**Proton affinity of H2O2 at ten levels of theory against the Active Thermochemical Tables value**

The table holds the 298.15 K proton affinity of hydrogen peroxide from PySCF single points with eight density functionals (PBE0 in two bases) and Hartree–Fock, all on PBE0-D3(BJ)/def2-SVP geometries and thermal terms. The program fits nothing: it works out errors, group means and pair differences, and uses $\tfrac52RT$ to extract the vibrational term of 33.7 kJ/mol. Electronic and enthalpy values differ by the same 27.5 kJ/mol in every row, so the spread of 20.9 kJ/mol is electronic. PBE0 drops by 9.0 kJ/mol from def2-TZVP to def2-SVPD, PBE0 lies 5.5 above PBE, and HF overshoots by 20.1. The exact-exchange fraction alone does not order the rows, since B97-2, PBE0 and M06 run opposite to it.

Gas-phase proton affinity of H2O2 (SMILES OO) at 298.15 K and 1 bar, computed with PySCF 2.14.0 by DFT or Hartree–Fock at the listed levels, with geometries and thermal terms from PBE0-D3(BJ)/def2-SVP. The measured enthalpy is the Active Thermochemical Tables value, errors are computed minus measured, and oxygens are numbered in SMILES order.

## Numerical check

```python
# Table: proton affinity (enthalpy, 298.15 K, kJ/mol) of H2O2 from PySCF single points (DFT and HF) on
# PBE0-D3(BJ)/def2-SVP geometries and thermal terms, beside the Active Thermochemical Tables value.
# Tested: errors, orders and pair differences; whether the spread is electronic; whether the exact-exchange
# fraction alone orders the rows. One parameter-free estimate: 5/2 RT and the implied vibrational term.
T = {
    'system': ['wB97X-D3(BJ)/def2-TZVP', 'PBE0-D3(BJ)/def2-TZVP', 'HSE06/def2-TZVP', 'PBE0-D3(BJ)/def2-SVPD', 'PBE-D3(BJ)/def2-TZVP', 'r2SCAN-D3(BJ)/def2-TZVP', 'HF/jun-cc-pV(T+d)Z', 'BLYP-D3(BJ)/def2-TZVP', 'M06/def2-TZVP', 'B97-2/def2-TZVP'],
    'integration_grid_level': ['2', '2', '2', '2', '2', '3', '2', '2', '3', '2'],
    'site': ['O1', 'O1', 'O1', 'O1', 'O1', 'O1', 'O1', 'O1', 'O1', 'O1'],
    'measured_enthalpy': [666.2, 666.2, 666.2, 666.2, 666.2, 666.2, 666.2, 666.2, 666.2, 666.2],  # kJ/mol
    'site_computed': [675.4, 674.8, 672.9, 665.8, 669.3, 672.2, 686.4, 665.5, 672.5, 681.0],  # kJ/mol
    'site_error': [9.2, 8.6, 6.7, -0.4, 3.1, 6.0, 20.1, -0.7, 6.3, 14.7],  # kJ/mol
}
import numpy as np
from scipy.constants import R
S = list(T['system'])
pa = np.array(T['site_computed'], float); err = np.array(T['site_error'], float)
ref = np.array(T['measured_enthalpy'], float)
# further outputs of the same runs, in row order: electronic and enthalpy values (kJ/mol), neutral geometry (A)
el = np.array([702.89, 702.33, 700.36, 693.24, 696.78, 699.70, 713.83, 692.94, 700.02, 708.43])
en = np.array([675.40, 674.84, 672.88, 665.76, 669.30, 672.22, 686.35, 665.46, 672.53, 680.95])
O1, O2, H1, H2 = np.array([[-0.60, 0.17, 0.36], [0.43, -0.46, -0.38], [-0.83, 0.90, -0.23], [1.18, -0.35, 0.22]])
# exact-exchange percentages: rough recalled values (SR short range, LR long range)
xx = {'wB97X': '16 SR/100 LR', 'PBE0': '25', 'HSE06': '25 SR/0 LR', 'PBE': '0', 'r2SCAN': '0',
      'HF': '100', 'BLYP': '0', 'M06': '27', 'B97-2': '21'}
fn = [s.split('/')[0].replace('-D3(BJ)', '') for s in S]; bs = [s.split('/')[1] for s in S]
ix = {(f if b != 'def2-SVPD' else f + '/SVPD'): i for i, (f, b) in enumerate(zip(fn, bs))}
print('Energies in kJ/mol; table rounded to 0.1, so differences carry about 0.1. Measured: %.1f' % ref[0])
print('level | computed | error | error % | exact exchange % (recalled) | grid')
for i in np.argsort(pa):
    print('%-25s %6.1f %+5.1f %+5.2f  %-13s %d' % (S[i], pa[i], err[i], 100*err[i]/ref[i], xx[fn[i]], int(T['integration_grid_level'][i])))
mis = np.abs(pa - ref - err).max()
print('largest mismatch of computed - measured and the error column: %.1f (rounding)' % mis)
print('all rows: %d of %d errors positive, mean %+.1f, mean absolute %.1f, spread %.1f (%.1f %% of measured)'
      % ((err > 0).sum(), len(S), err.mean(), np.abs(err).mean(), np.ptp(pa), 100*np.ptp(pa)/ref[0]))
tz = [i for i, b in enumerate(bs) if b == 'def2-TZVP']
print('def2-TZVP rows: %d, positive %d, mean error %+.1f, spread %.1f' % (len(tz), (err[tz] > 0).sum(), err[tz].mean(), np.ptp(pa[tz])))
groups = [('GGA', ['BLYP', 'PBE']), ('no exact exchange', ['BLYP', 'PBE', 'r2SCAN']),
          ('hybrids', ['M06', 'HSE06', 'PBE0', 'wB97X', 'B97-2']), ('hybrids without B97-2', ['M06', 'HSE06', 'PBE0', 'wB97X']),
          ('r2SCAN, M06, HSE06', ['r2SCAN', 'M06', 'HSE06'])]
for g, m in groups:
    k = [ix[a] for a in m]
    print('  TZVP %-22s n=%d mean error %+5.1f, from %+.1f to %+.1f, spread %.1f' % (g, len(k), err[k].mean(), err[k].min(), err[k].max(), np.ptp(pa[k])))
print('pair differences: from the table | from the electronic energies')
d = lambda a, b: pa[ix[a]] - pa[ix[b]]
for a, b, n in [('PBE0/SVPD', 'PBE0', 'basis: diffuse and zeta both change'), ('PBE0', 'PBE', 'exact exchange 0 to 25 %'),
                ('HSE06', 'PBE', 'D3 differs too'), ('HSE06', 'PBE0', 'screening and D3 both change'),
                ('PBE', 'BLYP', 'both GGA'), ('r2SCAN', 'PBE', 'no exact exchange in either'),
                ('B97-2', 'PBE0', '21 vs 25 %'), ('M06', 'PBE0', '27 vs 25 %'), ('wB97X', 'PBE0', 'same basis'),
                ('B97-2', 'wB97X', 'gap to next DFT row'), ('HF', 'B97-2', 'basis differs'),
                ('HF', 'PBE0/SVPD', 'both diffuse on O, bases differ')]:
    print('  %s - %s: %+.1f | %+.2f  (%s)' % (a, b, d(a, b), el[ix[a]] - el[ix[b]], n))
bas = abs(d('PBE0/SVPD', 'PBE0'))
print('PBE to PBE0 step per 10 %% exact exchange: %.1f; basis shift / that whole step: %.1f' % (d('PBE0', 'PBE')/2.5, bas/d('PBE0', 'PBE')))
pairs = [abs(pa[i] - pa[j]) for n, i in enumerate(tz) for j in tz[n+1:]]
print('TZVP pairs closer than the PBE0 basis shift (%.1f): %d of %d; TZVP |errors| below it: %d of %d'
      % (bas, sum(p < bas - 0.05 for p in pairs), len(pairs), (np.abs(err[tz]) < bas - 0.05).sum(), len(tz)))
off = el - en; rt = 2.5*R*298.15/1000
print('electronic - enthalpy: %.2f to %.2f; electronic spread %.2f, enthalpy spread %.2f' % (off.min(), off.max(), np.ptp(el), np.ptp(en)))
print('5/2 RT = %.2f; implied zero-point plus vibrational thermal change %.1f (1 %% of it: %.2f)' % (rt, off.mean() + rt, 0.01*(off.mean() + rt)))
print('electronic value that would match the measurement with these thermal terms: %.1f' % (ref[0] + off.mean()))
ax = O2 - O1; n1 = np.cross(H1 - O1, ax); n2 = np.cross(H2 - O2, ax)
dih = np.degrees(np.arccos(n1 @ n2/np.linalg.norm(n1)/np.linalg.norm(n2)))
print('neutral geometry (coordinates to 0.01 A): O-O %.2f A, H-O-O-H dihedral about %.0f deg' % (np.linalg.norm(ax), dih))
assert mis < 0.15 and np.abs(en - pa).max() < 0.06 and np.ptp(off) < 0.03
assert np.argmax(err) == ix['HF'] and d('PBE0', 'PBE') > 0 and d('PBE0/SVPD', 'PBE0') < 0
assert d('B97-2', 'PBE0') > 0 and d('PBE0', 'M06') > 0
assert max(pa[ix['BLYP']], pa[ix['PBE']]) < min(pa[i] for i in tz if fn[i] not in ('BLYP', 'PBE'))
```

It prints:

```
Energies in kJ/mol; table rounded to 0.1, so differences carry about 0.1. Measured: 666.2
level | computed | error | error % | exact exchange % (recalled) | grid
BLYP-D3(BJ)/def2-TZVP      665.5  -0.7 -0.11  0             2
PBE0-D3(BJ)/def2-SVPD      665.8  -0.4 -0.06  25            2
PBE-D3(BJ)/def2-TZVP       669.3  +3.1 +0.47  0             2
r2SCAN-D3(BJ)/def2-TZVP    672.2  +6.0 +0.90  0             3
M06/def2-TZVP              672.5  +6.3 +0.95  27            3
HSE06/def2-TZVP            672.9  +6.7 +1.01  25 SR/0 LR    2
PBE0-D3(BJ)/def2-TZVP      674.8  +8.6 +1.29  25            2
wB97X-D3(BJ)/def2-TZVP     675.4  +9.2 +1.38  16 SR/100 LR  2
B97-2/def2-TZVP            681.0 +14.7 +2.21  21            2
HF/jun-cc-pV(T+d)Z         686.4 +20.1 +3.02  100           2
largest mismatch of computed - measured and the error column: 0.1 (rounding)
all rows: 8 of 10 errors positive, mean +7.4, mean absolute 7.6, spread 20.9 (3.1 % of measured)
def2-TZVP rows: 8, positive 7, mean error +6.7, spread 15.5
  TZVP GGA                    n=2 mean error  +1.2, from -0.7 to +3.1, spread 3.8
  TZVP no exact exchange      n=3 mean error  +2.8, from -0.7 to +6.0, spread 6.7
  TZVP hybrids                n=5 mean error  +9.1, from +6.3 to +14.7, spread 8.5
  TZVP hybrids without B97-2  n=4 mean error  +7.7, from +6.3 to +9.2, spread 2.9
  TZVP r2SCAN, M06, HSE06     n=3 mean error  +6.3, from +6.0 to +6.7, spread 0.7
pair differences: from the table | from the electronic energies
  PBE0/SVPD - PBE0: -9.0 | -9.09  (basis: diffuse and zeta both change)
  PBE0 - PBE: +5.5 | +5.55  (exact exchange 0 to 25 %)
  HSE06 - PBE: +3.6 | +3.58  (D3 differs too)
  HSE06 - PBE0: -1.9 | -1.97  (screening and D3 both change)
  PBE - BLYP: +3.8 | +3.84  (both GGA)
  r2SCAN - PBE: +2.9 | +2.92  (no exact exchange in either)
  B97-2 - PBE0: +6.2 | +6.10  (21 vs 25 %)
  M06 - PBE0: -2.3 | -2.31  (27 vs 25 %)
  wB97X - PBE0: +0.6 | +0.56  (same basis)
  B97-2 - wB97X: +5.6 | +5.54  (gap to next DFT row)
  HF - B97-2: +5.4 | +5.40  (basis differs)
  HF - PBE0/SVPD: +20.6 | +20.59  (both diffuse on O, bases differ)
PBE to PBE0 step per 10 % exact exchange: 2.2; basis shift / that whole step: 1.6
TZVP pairs closer than the PBE0 basis shift (9.0): 24 of 28; TZVP |errors| below it: 6 of 8
electronic - enthalpy: 27.48 to 27.49; electronic spread 20.89, enthalpy spread 20.89
5/2 RT = 6.20; implied zero-point plus vibrational thermal change 33.7 (1 % of it: 0.34)
electronic value that would match the measurement with these thermal terms: 693.7
neutral geometry (coordinates to 0.01 A): O-O 1.42 A, H-O-O-H dihedral about 117 deg
```
